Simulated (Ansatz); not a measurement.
The atomisation energy (no zero-point term) down a group: F to Br

One atom is swapped for its congeners: SiH2(CH3)F; SiH2(CH3)Cl ((chlorosilyl)methane); SiH2(CH3)Br. All are singlets with charge 0.

Shapes, held fixed at every level: PBE0-D4/def2-TZVP. Programs: Ansatz 0.2.0. Values in eV.

(1) How should the atomisation energy change along the series?

Answers

(1) At CCSD(T)/def2-TZVPP the atomisation energy falls at every step, from 29.20 to 26.81 eV. Every level shows the same order. Relativity is left out for Br unless named. Correlated rows may include outer-core shells of Br, which these sets cover unevenly. Spin-orbit coupling, which grows down the group, is left out (summed over each molecule's free atoms 0.04, 0.06, 0.17 eV).

| level | SiH2(CH3)F | SiH2(CH3)Cl | SiH2(CH3)Br |
| --- | --- | --- | --- |
| r2SCAN-D4/def2-TZVPP | 29.80 | 28.05 | 27.47 |
| PBE0-D4/def2-TZVPP | 29.54 | 27.89 | 27.30 |
| wB97M-V/def2-TZVPP | 29.86 | 28.11 | 27.42 |
| MP2/def2-SVP | 28.23 | 26.37 | 25.86 |
| CCSD/def2-TZVPP | 28.93 | 27.09 | 26.53 |
| CCSD(T)/def2-TZVPP | 29.20 | 27.37 | 26.81 |

The decline reflects the weakening silicon-halogen bond. Because all three molecules share the same methylsilyl fragment, its contribution cancels, and differences in atomisation energy equal differences in the energy needed to break Si-X into relaxed radicals. Fluorine's compact 2p shell and high electronegativity give a short, strongly polar bond with a large ionic contribution. Chlorine and bromine bind through more diffuse valence p orbitals, with poorer overlap and less charge transfer. The larger drop from F to Cl than from Cl to Br fits the exceptional compactness of the second-row atom.

Perturbative triples raise the CCSD values almost equally for all three halides, so they matter for the absolute energies but hardly for the trend. The density functionals lie above CCSD(T) throughout, which need not mean overbinding, since the correlated energies are probably still too low in a finite basis. Atomic spin-orbit stabilisation would lower the bromide's atomisation energy most, reinforcing the order. The strength of the Si-F bond does not by itself imply slow substitution at silicon, which depends on the barrier.
